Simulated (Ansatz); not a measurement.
**A substitution series on Si: H to Cl**

On one Si centre that keeps I, n of the H ligands are replaced by Cl. The atomisation energy (no zero-point term) y in kJ/mol at CCSD(T)/def2-TZVPP. Shapes, held fixed at every level: PBE0-D4/def2-TZVP. Programs: Ansatz 0.2.0.

| molecule | n | y (kJ/mol) |
| --- | --- | --- |
| SiH3I | 0 | 1267 |
| SiH2ICl | 1 | ? |
| SiHICl2 | 2 | 1371 |
| SiICl3 | 3 | 1419 |

Problem. Fit y = c + s·n to the known rows and predict SiH2ICl.

Solution. 
1. Means of the 3 rows: n = 1.66667, y = 1352.3.
2. Σ(Δn)² = 4.6667, Σ(Δn·Δy) = 237.33, so the slope is 237.33/4.6667 = 50.856.
3. Intercept: 1352.3 − (50.856) × 1.66667 = 1267.5. The largest residual of the fit is 1.8.
4. SiH2ICl: 1267.5 + (50.856) × 1 = 1318 kJ/mol.

The run gave 1318 kJ/mol, so the prediction is off by 0 kJ/mol: they agree to the digits shown. The steps are nearly additive. The slope is the difference between a Si–Cl and a Si–H bond. Other levels give for SiH2ICl: r2SCAN-D4/def2-TZVPP 1366; CCSD(T)/def2-SVP 1232; CCSD/def2-TZVPP 1296 kJ/mol. Spin-orbit coupling of the free atoms (H 0, Cl 4 kJ/mol each; the atoms kept shift only the intercept) is left out. For atoms past krypton def2 sets carry core potentials with scalar relativity. Correlated rows may include outer-core shells of I, which these sets cover unevenly.

Each replacement of H by Cl raises the atomisation energy, by a nearly constant amount. The Si–Cl bond is the stronger one mainly because chlorine's higher electronegativity gives it a large ionic contribution, probably helped by some donation from chlorine lone pairs into σ* orbitals on silicon. Near-additivity suggests that these contributions remain largely local. The last step is slightly smaller than the others, which may reflect competition for the same acceptor orbitals and repulsion between the halogens. Each step equals the difference between the Si–Cl and Si–H bond dissociation energies (without zero-point terms), since breaking either bond leaves the same radical; the slope is an effective average of these differences.

The match for SiH2ICl tests additivity, not absolute accuracy, since an error that grows evenly with n would pass unnoticed. The rise from 1232 to 1318 kJ/mol with the larger basis shows how slowly the correlation energy of the bonds converges, so the coupled-cluster value probably still lies below its basis-set limit. The higher r2SCAN value thus cannot be read wholly as overbinding.
